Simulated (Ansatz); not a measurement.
# Loss of C2H6: Sn(CH3)2(SH)2 → Sn(SH)2 + C2H6

Species: Sn(CH3)2(SH)2, singlet; Sn(SH)2, singlet; C2H6 (ethane) `CC`, singlet. 

Shapes, held fixed at every level: PBE0-D4/def2-TZVP. Flexible molecules stand in one conformer, not always the lowest. Programs: Ansatz 0.2.0. Electronic energies: no zero-point or thermal term.

```tsv
level	kind	ΔE (kJ/mol)	less CCSD(T)/def2-TZVPP
HF/def2-TZVPP	Hartree–Fock	-21.7	-33.8
PBE-D4/def2-TZVPP	GGA	-16.7	-28.8
PBE0-D4/def2-TZVPP	global hybrid	-0.8	-12.9
wB97M-V/def2-TZVPP	range-separated hybrid	+3.7	-8.4
wB97X-V/def2-TZVPP	range-separated hybrid	+11.6	-0.5
CCSD/def2-TZVPP	coupled cluster or CI	+7.5	-4.6
CCSD(T)/def2-TZVPP	coupled cluster or CI	+12.1	0.0
```

The highest level, CCSD(T)/def2-TZVPP, gives ΔE = +12.1 kJ/mol; the levels span -21.7 to +12.1. They disagree on the sign: 4 of 7 are positive. The column of differences is taken from that level and isn't an error. No measured value is set beside it here. For atoms past krypton def2 sets carry core potentials with scalar relativity. Correlated rows may include outer-core shells of Sn, which these sets cover unevenly.

Loss of ethane is close to thermoneutral in electronic energy, with CCSD(T) placing it slightly uphill at +12.1 kJ/mol. The reaction reduces Sn(IV) to Sn(II): two Sn–C bonds are given up for a strong C–C bond and a lone pair of largely 5s character on tin. The reluctance of the 5s pair to take part in bonding, together with π donation from sulfur into the empty 5p orbital of the stannylene, helps explain why breaking two bonds costs so little.

Electron correlation favours the tetravalent reactant. Hartree–Fock makes the elimination exothermic, CCSD reverses the sign, and the triples shift it further the same way. This probably reflects correlation among the bond pairs crowded around tin, part of which is lost when ethane departs. The close agreement of wB97X-V with CCSD(T) may owe something to error cancellation.

Since one molecule becomes two, entropy should favour elimination, so the small positive energy doesn't show that the Sn(IV) compound is thermodynamically stable towards ethane loss.
